Solution key: ion acoustic waves in four plasmas

Problem. (a) Derive the dispersion relation for Boltzmann electrons and fluid ions with ion-neutral drag. (b) Give its limits. (c) Apply it to the four plasmas of Table 1 at a wavelength of 2 cm. (d) Explain the trends. (e) Decide where the fluid result can be trusted.

Conventions. SI units; Te and Ti are in volts, so the thermal energy is eT. Perturbations vary as exp[i(kx − ωt)] with real k, so damping means Im ω < 0. There is one singly charged ion of mass M; plasma and gas are uniform and at rest; k lies along any magnetic field. Define c_e² = eTe/M, c_i² = eTi/M, λ_D² = ε₀Te/(ne) (electron Debye length), ω_pi² = ne²/(ε₀M) = c_e²/λ_D², and ν = n_g K, the rate at which ions lose momentum to gas of density n_g.

(a) Derivation

Let N = δn_i/n, u the ion velocity and ψ = φ/Te.

Continuity: −iωN + iku = 0.
Momentum, with one-dimensional adiabatic pressure δp = 3eTi δn_i: −iωu = −ik c_e²ψ − 3ik c_i²N − νu.
Poisson, with δn_e/n = ψ: k²λ_D²ψ = N − ψ.

Hence ψ = N/(1 + k²λ_D²) and u = ωN/k. Multiplying the momentum equation by ik/N gives

ω(ω + iν) = ω₀²,  ω₀² = k²[c_e²/(1 + k²λ_D²) + 3c_i²],   (1)

ω = ±√(ω₀² − ν²/4) − iν/2.   (2)

(b) Limits

For kλ_D ≪ 1 and ν ≪ ω₀, ω = ±kc_s with c_s² = c_e² + 3c_i².

For kλ_D ≫ 1, ω₀² → ω_pi² + 3k²c_i², which saturates at ω_pi² only for cold ions.

Both roots are purely imaginary (overdamping) when ω₀ < ν/2. Since ω₀ rises with k, this means k < k_c, with k_c = ν/(2c_s) if k_cλ_D ≪ 1. For cold ions with ν > 2ω_pi every k is overdamped. For k ≪ k_c the roots are −iν and −ik²c_s²/ν; the second is diffusion with D = c_s²/ν.

(c) Application

Table 1. Inputs, typical or approximate values for each kind of source. For B to D, n_g = p/(k_B T_g) with T_g = 400 K; for A, n_g is an illustrative residual density of cesium atoms.

Case                          M (u)   Te (V)  Ti (V)  n (m⁻³)  n_g (m⁻³)   K (m³/s)
A  Cs⁺, Q-machine             132.9   0.2     0.2     10¹⁶     10¹⁷        2×10⁻¹⁵
B  N₂⁺/N₂, inductive, 1 Pa    28.0    3       0.05    10¹⁷     1.81×10²⁰   7×10⁻¹⁶
C  N₂⁺/N₂, capacitive, 20 Pa  28.0    2       0.05    10¹⁶     3.62×10²¹   7×10⁻¹⁶
D  H₃⁺/H₂, capacitive, 20 Pa  3.02    2       0.05    10¹⁶     3.62×10²¹   1×10⁻¹⁵

Table 2. Values of the model, from unrounded intermediates; ω₀ at k = 2π/(0.02 m) = 314 m⁻¹.

Case  c_s (m/s)   λ_D (µm)  ω_pi (s⁻¹)  ν (s⁻¹)   k_c (m⁻¹)  ω₀ (s⁻¹)   ν/(2ω₀)
A     762         33.2      1.15×10⁷    2×10²     0.13       2.39×10⁵   4×10⁻⁴
B     3.29×10³    40.7      7.90×10⁷    1.3×10⁵   19         1.03×10⁶   0.06
C     2.72×10³    105       2.50×10⁷    2.5×10⁶   4.7×10²    8.55×10⁵   1.5
D     8.29×10³    105       7.60×10⁷    3.6×10⁶   2.2×10²    2.60×10⁶   0.70

The largest k_cλ_D is 0.05 (case C), so k_c = ν/(2c_s) applies throughout. Equation (2) then gives:

A and B: propagating, Re ω ≈ ω₀, with |Im ω|/Re ω close to the last column.
C: overdamped, with decay rates 3.3×10⁵ and 2.2×10⁶ s⁻¹. The limiting form ω₀²/ν = 2.9×10⁵ s⁻¹ lies somewhat below the slow rate because k is not far below k_c.
D: Re ω = 1.9×10⁶ s⁻¹ and |Im ω| = 1.8×10⁶ s⁻¹, formally a wave but nearly gone after one period.

(d) Trends

Collisions. At long wavelength ν/(2ω₀) = k_c/k, with k_c = (n_g K/2)√[M/(e(Te + 3Ti))]. The plasma density does not appear. From B to C the gas density rises by a factor of 20 and c_s falls a little, which carries k_c from below 314 m⁻¹ to above it. C and D share pressure and temperatures, so k_c(C)/k_c(D) = (7/10)√(28.0/3.02) = 2.1: the light ion collides more often, but its sound speed is 3.04 times larger, and that factor wins. In A the slow, heavy ion is outweighed by the small n_g, and the formal threshold wavelength 2π/k_c is 48 m, far longer than a laboratory column.

Dispersion. With x = kλ_D and τ = Ti/Te, equation (1) reads

ω₀²/ω_pi² = x²/(1 + x²) + 3τx².   (3)

Mass and density only set the scales; the shape depends on τ alone. A plateau near ω_pi needs 1 ≪ x² ≪ 1/(3τ).

Table 3.

Case   τ      upper edge 1/√(3τ)   ω₀/ω_pi at x = 1   at x = 2
A      1      0.58                 1.87               3.58
B      1/60   4.5                  0.74               1.00
C, D   1/40   3.7                  0.76               1.05

B to D have a narrow shoulder near ω_pi. A has none: the ion term exceeds the electron term whenever 3τ(1 + x²) > 1, which for τ = 1 holds at every k.

(e) Range of validity

Ion Landau damping. For collisionless Maxwellian ions the Vlasov equation gives δn_i/n = −(φ/Ti)W(ζ), with ζ = ω/(√2 k c_i), W = 1 + ζZ(ζ) and the plasma dispersion function Z(ζ) = i√π exp(−ζ²) erfc(−iζ). Poisson's equation with Boltzmann electrons becomes

W(ζ) = −1/θ,  θ = Te/[Ti(1 + x²)].   (4)

For large, nearly real ζ, W ≈ −1/(2ζ²) − 3/(4ζ⁴) + i√π ζ exp(−ζ²). The real part gives 2ζ² ≈ θ + 3 for θ ≫ 1, which is equation (1) at ν = 0, factor 3 included. With dW/dζ ≈ 1/ζ³ the imaginary part gives, to leading order, |Im ω|/Re ω ≈ √π ζ³ exp(−ζ²).

In B (θ ≈ 60, ζ = 5.6) and in C and D (θ ≈ 40, ζ = 4.6) this estimate is below 10⁻⁷, negligible beside the drag. At x = 2, θ drops to 12 and 8, ζ to 2.7 and 2.3, and exp(−ζ²) rises to 6×10⁻⁴ and 4×10⁻³. At the upper edge in Table 3, θ is below 3 and the expansion fails, so Landau damping sets in across the shoulder.

In A, θ ≈ 1 at long wavelength and the expansion is useless. Newton iteration on W = −1, with dW/dζ = Z − 2ζW, gives for the acoustic root

ζ = 1.45 − 0.60i.

The fluid value is ζ = √2 = 1.41, so the kinetic phase speed is 2 % above the fluid one. The damping is another matter: |Im ω|/Re ω = 0.42, the amplitude falls to exp(−2π|Im ζ|/Re ζ) = 0.07 in one period, and the rate is 1.0×10³ times the collisional ν/2 at 2 cm. The collisionless treatment is consistent. The ion-ion rate ν_ii = ne⁴ lnΛ/[12π^(3/2) ε₀² M^(1/2) (eTi)^(3/2)] with lnΛ ≈ 9 is 4×10³ s⁻¹, or 0.02 ω₀. The electron response is 1 + i√π ζ_e with ζ_e = ω/[k√(2eTe/m_e)], and the dropped term has size √π |ζ| √(m_e/M) = 0.006, which limits ζ to two decimals.

Electron terms in the discharges. In B the same term turns the cold-ion, long-wavelength relation into ω²(1 + i√π ζ_e) = k²c_e² with ζ_e ≈ √(m_e/2M), so |Im ω|/Re ω = √(πm_e/8M) = 0.003, small beside 0.06. At 20 Pa the electrons are collisional. Adding the electron and ion momentum equations of a quasineutral wave replaces ν by ν + (m_e/M)ν_en. With a typical electron rate coefficient of 10⁻¹³ m³/s, ν rises by 0.3 % in C and 2 % in D.

The factor 3. Near and below k_c, collisions with the gas hold the ions closer to isothermal, and Te + 3Ti goes over toward Te + Ti, which turns D into the ambipolar coefficient e(Te + Ti)/(Mν). In C and D this lowers c_s by 2 % and the diffusion coefficient by 5 %. In A it would raise k_c by up to √2, so 0.13 m⁻¹ is only a scale.

Ionisation. The source term, the drag from ions born at rest and the outflow that balances them alter the damping rate by an amount of order ν_iz. A typical ν_iz ≈ 2×10⁴ s⁻¹ is 0.3 of ν/2 in B, so that damping ratio holds to one figure at best.

Verdict. For B to D, where Te ≫ Ti, equation (1) describes centimetre wavelengths, and k_c/k orders the cases from propagating (B) through heavily damped (D) to overdamped (C). These numbers are the model's: they scale with the approximate K, and real discharges also carry ions such as N⁺, H⁺ and H₂⁺. For the cesium plasma, equation (1) gives a usable phase speed for ions at rest but misses the damping by about three orders of magnitude. Strong damping within a few wavelengths is the typical behaviour in a Q-machine. There the ions also typically stream from the hot plate at a speed comparable with c_i, half of c_s in case A, so laboratory phase speeds lie above the model's 762 m/s downstream and below it upstream, by up to some tens of per cent.